**Question**

The table gives u = r R(r) for the 5d shell of Re⁺ (spherical atom without spin polarisation, PBE, scalar-relativistic), where r is the radius and u² the charge per bohr of one electron. The all-electron wave belongs to the full atom, the pseudo wave to the norm-conserving potential with d radius r_c = 2.75 bohr.

Calculated values. 5d wave u = r R(r) of Re⁺ in the full atom and with an optimised norm-conserving Vanderbilt pseudopotential (ONCVPSP 4.0.1, PBE, scalar-relativistic), signs alike outside the d radius of 2.75 bohr. The core is [Kr] 4d10 4f14 and the reference valence 5s2 5p6 5d5 6s1. The d channel has 4 matching conditions, 8 Bessel functions and a residual-energy wave number of 5.1 /bohr.

| radius (bohr) | all-electron wave (bohr^(-1/2)) | pseudo wave (bohr^(-1/2)) |
| --- | --- | --- |
| 0.275 | -0.2224 | 0.0221 |
| 0.550 | -0.1399 | 0.1513 |
| 0.825 | 0.4040 | 0.3937 |
| 1.100 | 0.7065 | 0.6494 |
| 1.375 | 0.7930 | 0.8037 |
| 1.650 | 0.7655 | 0.8161 |
| 1.925 | 0.6899 | 0.7287 |
| 2.200 | 0.5996 | 0.6125 |
| 2.475 | 0.5099 | 0.5110 |
| 2.750 | 0.4274 | 0.4274 |
| 3.025 | 0.3544 | 0.3544 |
| 3.300 | 0.2915 | 0.2915 |
| 3.575 | 0.2382 | 0.2382 |

(a) Describe Δ = pseudo wave − all-electron wave.
(b) Three causes of Δ in the outer lobe are proposed. A: the potential is faulty, as its bound ghost shows. B: charge from the removed inner lobes is returned to the outer lobe. C: the wave is made as smooth as its fixed norm allows. Decide between them as far as the numbers permit.
(c) Predict the picture for a 3d shell and for a smaller radius.

**Model answer**

(a) From 2.750 bohr outward Δ vanishes to all printed digits; matching at r_c imposes this, so it tests nothing. A 5d wave has n − l − 1 = 2 nodes. One lies near 0.62 bohr by linear interpolation, and theory puts the other inside 0.275 bohr. The pseudo wave is positive at every listed point, so the large Δ of the first two rows is the intended removal of nodes. It starts with the exponent ln(0.1513/0.0221)/ln 2 = 2.78, close to the r³ of a d wave in a shallow potential.

The outer lobe has no node to remove, yet Δ is negative at 0.825 and 1.100 bohr (−0.057 at the latter), changes sign near 1.33 bohr and reaches +0.051 at 1.650. Cubic splines put the maximum at 1.41 bohr for the all-electron wave and 1.53 for the pseudo wave.

(b) *Cause A.* A ghost is a spurious eigenstate of the local potential plus projectors in one angular-momentum channel. The deepest one flagged is an s state. A spherical Hamiltonian does not mix l, and the d pseudo wave is constructed from all-electron d data before any projector exists, so theory leaves the ghost no path to Δ. The run agrees: at −0.64 and −0.16 Ha, on either side of the 5d level at −0.476 Ha, the d scattering phase is in error by at most 0.0003 rad relative to the all-electron phase. From 0.825 bohr outward the largest |Δ| at the table's radii is 0.023 for 5s, 0.030 for 5p and 0.057 for 5d. The run also lists the waves midway between these radii, and at 0.963 bohr |Δ| reaches 0.029 for 5s and 0.061 for 5d. The channel with the deepest ghost flag thus deviates about as much as 5p and half as much as 5d over that range. This comparison carries no weight against A, however: the 5s outer lobe begins inside 0.550 bohr, and there its Δ is +0.468. On the construction of the d wave and the d phases, A is rejected as the cause of Δ.

*Cause B.* Norm conservation fixes ∫u² dr inside r_c, which the run gives as 0.875, and not u point by point. Spline integration of the difference of the squared waves gives −0.026 between 0.825 and 1.33 bohr and +0.047 between 1.33 bohr and r_c. The net gain, ΔQ = 0.021, must come from inside 0.825 bohr. There the pseudo wave holds 0.023, so equal norms imply about 0.044 for the all-electron wave; this is inferred, since the rows are too sparse to integrate the inner lobes.

The simplest form of B scales the all-electron outer lobe. Its charge is Q ≈ 0.875 − 0.044 = 0.831, and the factor is √(1 + 0.0208/0.831) = 1.0124. At 1.100 bohr this predicts Δ = 0.0124 × 0.7065 = +0.009 against −0.057, the wrong sign, although this row helped to fix ΔQ. At 1.650 it yields a fifth of the observed value. A scaling tapered to vanish at r_c would still be positive. B is real but partial: the region inside 0.825 bohr (the inner lobes and the foot of the outer one) supplies 44 % of the gain beyond 1.33 bohr by spline and 52 % by trapezoid, roughly half, and the inner flank of the outer lobe supplies the rest.

*Cause C.* Inside r_c write u = Σ cᵢ φᵢ, with φᵢ ∝ r j₂(qᵢr) normalised, j₂ the spherical Bessel function and qᵢ a wave number.

1. A quartic through the five all-electron rows from 2.200 to 3.300 bohr gives u′/u = −0.664 /bohr and u″ = 0.127 at r_c.
2. Each φᵢ is given that logarithmic slope, which selects q = 1.62, 2.80, 3.96, 5.11 /bohr and so on. The common boundary condition makes the φᵢ orthogonal, so the norm is Σcᵢ², and a match in value brings the match in slope.
3. Since φᵢ″ = (6/r² − qᵢ²)φᵢ, the curvature condition is Σ cᵢqᵢ²φᵢ(r_c) = 6u/r_c² − u″.
4. With three functions, value and curvature define a line in c-space and the norm a sphere. The intersection with the larger c₁ is taken.

The softest function alone peaks at 2.39 bohr and, matched in value, holds a charge of 0.240 instead of 0.875. To carry the charge its amplitude must grow, and φ₂, with one node inside r_c, then cancels the overshoot at r_c while adding amplitude further in. Softness pulls the maximum outward and the norm pulls it back. What long wavelengths cannot follow is the steep flank that orthogonality to 3d and 4d gives the true wave, which rises by 0.54 from 0.550 to 0.825 bohr, while no step of the pseudo wave exceeds 0.26. The flank is rounded off, and the charge taken from it reappears beyond 1.33 bohr.

This wave uses no pseudo-wave value. It peaks at 1.54 bohr and gives Δ = −0.064 at 1.100 and +0.056 at 1.650. From 0.825 bohr to r_c its rms error against the pseudo wave is 0.005, where Δ has an rms of 0.031 and model B leaves 0.030. It is worst at 0.825 bohr, with −0.019 for −0.010. A linear least-squares fit of the cᵢ to the ten rows up to r_c leaves an rms of 0.0018 with three functions and 0.0002 with four, the weights being about 77, 21 and 1 % for the first three; the all-electron wave still leaves 0.10 with five. C, tested here by keeping only the three lowest wave numbers and not by an actual minimisation, accounts for the pattern and contains B, because the norm condition is part of it.

(c) In this run 5s and 5p have radii less than one and a half times as far out as their maxima, whereas r_c is 1.95 times the position of the 5d maximum. That this ratio is why d is reshaped most from 0.825 bohr outward (further in, 5s and 5p change more) is argued, not shown: d also has the lowest residual-energy wave number, 5.1 /bohr against 7.6 for s and 10.3 for p, and the 5s and 5p curves have only four and five listed points, respectively, to compare from 0.825 bohr to their radii. A smaller d radius would raise the qᵢ roughly as 1/r_c, confine Δ to a narrower range and cost plane-wave cutoff. A 3d shell, as in Mn, has no inner lobes, so B in its literal form disappears, but a radius far beyond its compact maximum would still push the pseudo maximum outward.

**Remarks on the reasoning**

The φᵢ are the l = 2 states of a free particle in a spherical box with a prescribed slope at the wall, and the pseudo wave is a mixture of the lowest three. The analogy explains why few terms mean a low cutoff: q²/2 is 7.8 Ha for φ₃ and 13.1 Ha for φ₄, and the run converges 5d to 1 mHa at 10.33 Ha (for the whole potential the harder 5p wave sets the cutoff at that tolerance, and 5s sets it at 0.1 mHa). It ends there. The φᵢ are not eigenstates of the atom, and the coefficients come from matching and the norm, not from projecting the all-electron wave. The dip and hump of Δ nevertheless resemble what cutting that wave down to a few long wavelengths would leave, and the table does not separate the two.

The Bessel form and the norm are ingredients of the generator, so the success of C does not test the method. It shows that three functions of this kind, against the generator's eight Bessel functions with wave numbers of its own choosing, and three matching conditions nearly suffice. The remaining errors, up to 0.009, far exceed the rounding of 0.00005; the generator also imposes a fourth condition and minimises the kinetic energy above 5.1 /bohr. The tabulated pseudo wave integrates to 0.8734, short of the reported norm by 0.0016; since u² is 0.4274² at r_c, a radius moved outward by only 0.009 bohr, for instance to a mesh point, would close the gap, though that cause is a guess.

Rejecting A does not clear the potential, whose settings were drawn at random and not tuned. The s ghost at −8.22 Ha lies below the phase scan, which starts at −4.96 Ha. The p phase error jumps to nearly −π a little below the 5d level and stays near there over most of the scan above it, the usual sign of an extra p state. The d phase error, obtained with projector energies that the generator reset, is at most 0.013 rad up to 2.72 Ha but grows steeply towards the top of the scan. Spin-orbit splitting and the high-spin d⁵ state lie outside this atom.
